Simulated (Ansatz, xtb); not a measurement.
Ligand exchange: SiH2(CH3)Cl + CH5N → SiH3Cl + C2H7N

Gas-phase species: SiH2(CH3)Cl, singlet; CH5N (methylamine) `CN`, singlet; SiH3Cl (chlorosilane) `[SiH3]Cl`, singlet; C2H7N (ethanamine) `CCN`, singlet. The partners trade CH3 for H: Si–CH3 and C–H bonds give way to Si–H and C–CH3.

Shapes, held fixed at every level: PBE0-D4/def2-TZVP. Flexible molecules stand in one conformer, not always the lowest. Programs: Ansatz 0.2.0, xtb 6.7.1. The zero-point and thermal change to 298 K, harmonic and unscaled (PBE0-D4/def2-TZVP), is -2.6 kJ/mol.

```
               level                    kind  ΔH(298 K) (kJ/mol)  less CCSD(T)/CBS estimate
            GFN0-xTB          semi-empirical               -75.0                     -115.2
   PBE-D4/def2-TZVPP                     GGA               +41.2                       +1.0
 BHLYP-D4/def2-TZVPP           global hybrid               +40.7                       +0.5
  PBE0-D4/def2-TZVPP           global hybrid               +41.5                       +1.3
  wB97X-V/def2-TZVPP  range-separated hybrid               +39.0                       -1.2
   B2PLYP/def2-TZVPP           double hybrid               +40.0                       -0.2
       CCSD/def2-SVP   coupled cluster or CI               +26.0                      -14.2
CCSD(T)/CBS estimate   coupled cluster or CI               +40.2                        0.0
```

The highest level, CCSD(T)/CBS estimate, gives ΔH(298 K) = +40.2 kJ/mol; the levels span -75.0 to +41.5. They disagree on the sign: 7 of 8 are positive. GFN0-xTB strays far from the other rows. The column of differences is taken from that level and isn't an error. No measured value is set beside it here. The CBS estimate extrapolates MP2 from def2-TZVPP and def2-QZVPP and adds CCSD(T) − MP2 in the triple-zeta set, cores frozen.

Moving the methyl group from silicon to carbon is clearly endothermic, at +40.2 kJ/mol, so enthalpy favours the reverse exchange. The cost arises mainly on the carbon side, where a strong C–H bond is given up for a weaker C–C bond. On silicon, Si–CH3 and Si–H bonds are of similar strength, so the new Si–H bond brings little compensation. Silicon's low electronegativity also favours keeping the methyl group there, since the Si–C bond gains a polar contribution that a C–C bond largely lacks.

PBE, PBE0 and BHLYP nearly coincide despite their very different shares of exact exchange, which suggests that delocalisation error largely cancels between these closed-shell partners. The negative GFN0-xTB value probably reflects a poor parametrised balance between the silicon and carbon bonds, and is no evidence for an exothermic exchange. The CCSD shortfall can't be assigned to missing triples alone, because its basis is also small. The reaction enthalpy says nothing about the barrier to exchange.
